## Spin-flipped geminals for open shells

**Conventions.** Atomic units and real orbitals are used. $|i\alpha\,j\beta|$ is a normalised two-electron determinant. The correlation factor $f_{12}$ has unit slope at $r_{12}=0$, and $p_{12}$ swaps spatial coordinates only. $Q_{12}=(1-O_1)(1-O_2)(1-V_1V_2)$, where $V$ spans the virtual orbitals. $Q_{12}$ is spin-free if $O$ spans all occupied spatial orbitals, doubly or singly occupied.

**Statement.** The first-order cusp conditions require
$$u_{i\alpha j\beta}=Q_{12}f_{12}\left[\tfrac38|i\alpha\,j\beta|+\tfrac18|j\alpha\,i\beta|\right],\qquad u_{i\alpha j\alpha}=\tfrac14Q_{12}f_{12}|i\alpha\,j\alpha|.$$
If $i$ is singly occupied, $|j\alpha\,i\beta|$ is not an occupied pair but must be kept. With spin-free $Q_{12}$ the generator commutes with $S^2$.

**Setting.** The ROHF determinant $\Phi_0$ of triplet O$_2$ has $S=M_S=1$, five doubly occupied valence orbitals $j$ and two singly occupied $1\pi_g$ orbitals $x,y$. Of 35 valence $\alpha\beta$ pairs, 10 contain $x$ or $y$.

### Wrong attempt (its result is false)

- W1. Closed-shell amplitudes are $T^{kl}_{ij}=\tfrac38\delta_{ik}\delta_{jl}+\tfrac18\delta_{il}\delta_{jk}$ on the geminals $Q_{12}f_{12}|k\alpha\,l\beta|$.
- W2. Geminals are built from occupied spin orbitals, so $l\ne x$.
- W3. Hence $u_{x\alpha j\beta}=\tfrac38Q_{12}f_{12}|x\alpha\,j\beta|$, taken to obey the cusp.

### Symptom

*Cusp.* The kinetic energy of relative motion is $-\nabla_r^2$, with $\mathbf r=\mathbf r_1-\mathbf r_2$. A factor $1+cr$ leaves $(1-2c)/r$ in the local energy. W3 has $c=\tfrac38$ and leaves $1/(4r)$ wherever $xj\neq0$. The basis-set error then keeps the slow decay of conventional theory.

*Spin.* Let $t_{ab}=\langle ab|Q_{12}f_{12}|xj\rangle$, with direct, flipped and same-spin coefficients $c_d,c_f,c_t$:
$$\Psi=\sum_{ab}\left[(c_dt_{ab}+c_ft_{ba})\,a^\dagger_\alpha b^\dagger_\beta j_\beta+c_tt_{ab}\,a^\dagger_\alpha b^\dagger_\alpha j_\alpha\right]x_\alpha\Phi_0 .$$
From $[S_+,b^\dagger_\beta]=b^\dagger_\alpha$, $[S_+,j_\alpha]=-j_\beta$ and $x_\beta\Phi_0=S_+\Phi_0=0$,
$$S_+\Psi=(c_d-c_f-c_t)\sum_{a<b}(t_{ab}-t_{ba})\,a^\dagger_\alpha b^\dagger_\alpha j_\beta x_\alpha\Phi_0 .$$
W3 gives $\tfrac38-0-\tfrac14=\tfrac18$, so a quintet component appears.

### Faulty line

W2 is false. Occupation restricts the annihilated pair $x\alpha\,j\beta$. The determinant multiplying $f_{12}$ only shapes the created function, and $Q_{12}$ already secures orthogonality to the occupied space.

### Mended calculation and proof

With $\mathbf R=(\mathbf r_1+\mathbf r_2)/2$,
$$i(1)j(2)=ij+\mathbf r\cdot\mathbf w+\dots,\qquad \mathbf w=\tfrac12(j\nabla i-i\nabla j).$$
At short range the first-order equation is $\nabla_r^2u=i(1)j(2)/r$. Since $\nabla^2(r/2)=1/r$ and $\nabla^2[\tfrac14 r\,\mathbf r\cdot\mathbf w]=\mathbf r\cdot\mathbf w/r$, the symmetric (singlet) part needs slope $\tfrac12$ and the antisymmetric (triplet) part $\tfrac14$:
$$\tfrac12\,\frac{1+p_{12}}2+\tfrac14\,\frac{1-p_{12}}2=\tfrac38+\tfrac18p_{12}.$$
Swapping positions at fixed spins gives $p_{12}|i\alpha\,j\beta|=|j\alpha\,i\beta|$ and $p_{12}|i\alpha\,j\alpha|=-|i\alpha\,j\alpha|$, which yields both formulas of the statement. W3 gives both spin components the slope $\tfrac38$.

The generator, with $i,j$ over occupied spatial orbitals, is
$$G=\tfrac12\sum_{ij}\sum_{ab}\langle ab|Q_{12}f_{12}(\tfrac38+\tfrac18p_{12})|ij\rangle\sum_{\sigma\tau}a^\dagger_\sigma b^\dagger_\tau j_\tau i_\sigma .$$
Each spin sum commutes with $S_\pm$ and $S_z$, and the coefficients carry no spin label, so $[G,S^2]=0$. Accordingly $c_d-c_f-c_t=\tfrac38-\tfrac18-\tfrac14=0$. A projector with $O^\alpha\neq O^\beta$ makes the coefficients spin-dependent, and the proof fails.

### Size of the error in triplet O$_2$

**Model basis.** Let the orbital basis hold relative momenta $k<K$, let $Q_{12}$ keep $k>K$, and take $f_{12}=r_{12}$. For a source $g$ the second-order energy tail is $-\int|\tilde g|^2k^{-2}\,d^3k/(2\pi)^3$. The sources $1/r$ and $\mathbf r\cdot\mathbf w/r$ have $|\tilde g|=4\pi/k^2$ and $8\pi|\mathbf w\cdot\hat{\mathbf k}|/k^3$, and their cross term is odd in $\mathbf k$. For each $\alpha\beta$ pair,
$$e_S=-\frac{8}{3K^3}\int i^2j^2\,d^3R,\qquad e_T=-\frac{32}{15K^5}\int|\mathbf w|^2\,d^3R .$$
The Hylleraas functional is quadratic with its minimum at the exact slope $c_0$, so slope $c$ raises the energy by $|e|(1-c/c_0)^2$. W3 leaves $\tfrac1{16}|e_S|+\tfrac14|e_T|$, and the mended ansatz removes both terms.

**Model orbitals.** Differential overlap between the atoms is neglected, $3\sigma_u$ is pure $2p_z$, and $2s$ and $2p$ share the normalised radial function $\mathcal R\propto re^{-\zeta r}$ with an approximate $\zeta=2.275$. Occupations $(s,p_x,p_y,p_z)$ per atom are $(1,\tfrac12,\tfrac12,\tfrac12)$ for $\beta$, $(0,\tfrac12,\tfrac12,0)$ for the open shell (density $\rho_o$), and their sum for $\alpha$.

**Singlet term.** $\rho_\beta$ is spherical, so $\int\rho_o\rho_\beta/\int\rho_\alpha\rho_\beta=1/3.5=\tfrac27$. With $\int\mathcal R^4r^2dr=5\zeta^3/64$,
$$\int\rho_\alpha\rho_\beta\,d^3R=2\cdot\frac{3.5\cdot2.5}{4\pi}\cdot\frac{5\zeta^3}{64}=1.28\ a_0^{-3}.$$
$K$ is chosen so that the total singlet tail is 55 m$E_h$, a typical size for valence MP2 in a triple-zeta basis. This gives $K=3.96\ a_0^{-1}$. The ten affected pairs carry 15.7 m$E_h$, and the slip leaves 0.98 m$E_h$.

**Triplet term.** The angular integral of $|Y_\nu\nabla_\Omega Y_\mu-Y_\mu\nabla_\Omega Y_\nu|^2$ is $2/4\pi$ for $sp$ and $6/4\pi$ for two different $p$ functions. Weighted with open-shell and $\beta$ occupations it sums to $8/4\pi$ per atom. With $\int\mathcal R^4dr=\zeta^5/24$,
$$W=\sum\int|\mathbf w|^2d^3R=2\cdot\tfrac14\cdot\frac{8}{4\pi}\cdot\frac{\zeta^5}{24}=0.808\ a_0^{-5}.$$
The triplet tail is 1.77 m$E_h$, and the slip leaves 0.44 m$E_h$. The two terms add to 1.4 m$E_h$.

**Spin.** The shift of $\langle S^2\rangle$ is $\|S_+\Psi\|^2$ summed over the pairs. It equals $\tfrac1{64}\cdot2\,\|Q_{12}\,r\,\mathbf r\cdot\mathbf w\|^2$, where the transform of $r\,\mathbf r\cdot\mathbf w$ has modulus $32\pi|\mathbf w\cdot\hat{\mathbf k}|/k^5$. The result is $16W/(21K^7)=4\times10^{-5}$, so the persistent $K^{-3}$ term is the more visible symptom.

**Limits.** The neglected $2p\pi$ overlap is 0.15 at a typical bond length of 2.28 $a_0$. Neglected $K^{-5}$ singlet terms have relative size near $\zeta^2/K^2=0.33$ and rival the triplet term. Over all $\alpha\beta$, $\alpha\alpha$ and $\beta\beta$ pairs the weighted angular sum is $23+34+15=72$ instead of 8, so the total triplet tail is 15.9 m$E_h$, or 0.29 of the singlet tail. A ratio near 0.2 is typical of Gaussian triple-zeta bases, so the triplet term is probably high by about half. The model's error from the slip is thus an energy too high by an amount of order 1 m$E_h$, about 3 kJ/mol.